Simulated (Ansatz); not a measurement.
## AlRu: energy less free atoms and pressure against volume per atom

All results are calculated (Ansatz 0.2.0). Periodic Kohn-Sham DFT of a crystal at fixed atoms; pressure and stress are positive in compression; the energy is the free energy less that of spherical unpolarised free atoms; site moments are those in the method's own spheres, positive along +z.

Cell of the first row (space group Pm-3m, No. 221):
```
AlRu
1.0
      2.9305     0.0000     0.0000
      0.0000     2.9305     0.0000
      0.0000     0.0000     2.9305
Al Ru
1 1
Direct
  0.00000 0.00000 0.00000
  0.50000 0.50000 0.50000
```

Settings of every row: method all-electron LAPW; functional PBEsol; relativity scalar; k mesh 12x12x12; filling fermi-dirac; smearing width 0.05 eV; basis error target 1 meV/atom; nucleus gaussian.

Atom start moment: 0 on all atoms.

```
row  volume per atom (Å³)  energy less free atoms (eV/atom)  pressure (GPa)
  1                12.584                           -7.7449          11.062
  2                12.851                           -7.7588           5.697
  3                13.119                           -7.7642           0.888
  4                13.253                           -7.7641          -1.327
  5                13.387                           -7.7621          -3.423
  6                13.521                                 ?               ?
  7                13.655                            -7.753          -7.288
  8                13.922                           -7.7379         -10.751
  9                 14.19                           -7.7173         -13.853
```

Question: what energy less free atoms and pressure should row 6 give?

Worked fit of energy less free atoms. Take u = (V_r/V)^(2/3) − 1 with V_r = 13.32 Å³ an atom, which is twice the finite (Eulerian) strain; such expansions in the strain, on which the Birch-Murnaghan equation of state is built, carry the rest volume and the bulk modulus. The shown rows have u = 0.03862, 0.02418, 0.01019, 0.00337, -0.00334, -0.01642, -0.02904, -0.0413. Least squares give energy less free atoms = −7.76328 − 0.2936 × u + 19.889 × u² eV/atom; a straight line predicts inner rows, each left out in turn, worse (root mean square 0.01 against 8e-05 eV/atom). The rows lie off it by 0.0001, 0.0000, 0.0000, -0.0001, 0.0000, 0.0001, 0.0001, -0.0001. Its lowest point lies at u = 0.0074, or V = 13.17 Å³ an atom, and the curvature there gives the bulk modulus at fixed shape and fractions, B = (4/9)(1 + u)² E″(u)/V = 218 GPa. The withheld row has u = -0.00994, so the fit gives −7.76328 − 0.2936 × (-0.00994) + 19.889 × (-0.00994)² = -7.7584 eV/atom.

The calculation gave -7.7584 eV/atom. The fit meets it to the printed digit.

Worked fit of pressure. Take u = (V_r/V)^(2/3) − 1 with V_r = 13.32 Å³ an atom, which is twice the finite (Eulerian) strain; such expansions in the strain, on which the Birch-Murnaghan equation of state is built, carry the rest volume and the bulk modulus. The shown rows have u = 0.03862, 0.02418, 0.01019, 0.00337, -0.00334, -0.01642, -0.02904, -0.0413. Least squares give pressure = −2.3913 + 312.662 × u + 887.48 × u² + 922 × u³ GPa; a parabola predicts inner rows, each left out in turn, worse (root mean square 0.015 against 0.0054 GPa). The rows lie off it by 0.002, -0.004, 0.000, 0.001, 0.003, 0.002, -0.006, 0.002 (root mean square 0.003 GPa). The pressure vanishes at u = 0.0075, or V = 13.17 Å³ an atom, and there the bulk modulus at fixed shape and fractions is B = −V dP/dV = (2/3)(1 + u) dP/du = 219 GPa. The withheld row has u = -0.00994, so the fit gives −2.3913 + 312.662 × (-0.00994) + 887.48 × (-0.00994)² + 922 × (-0.00994)³ = -5.412 GPa.

The calculation gave -5.409 GPa. The fit lies 0.003 GPa (0.012 % of the column's range) below it; its largest miss of a shown row is 0.006 GPa.
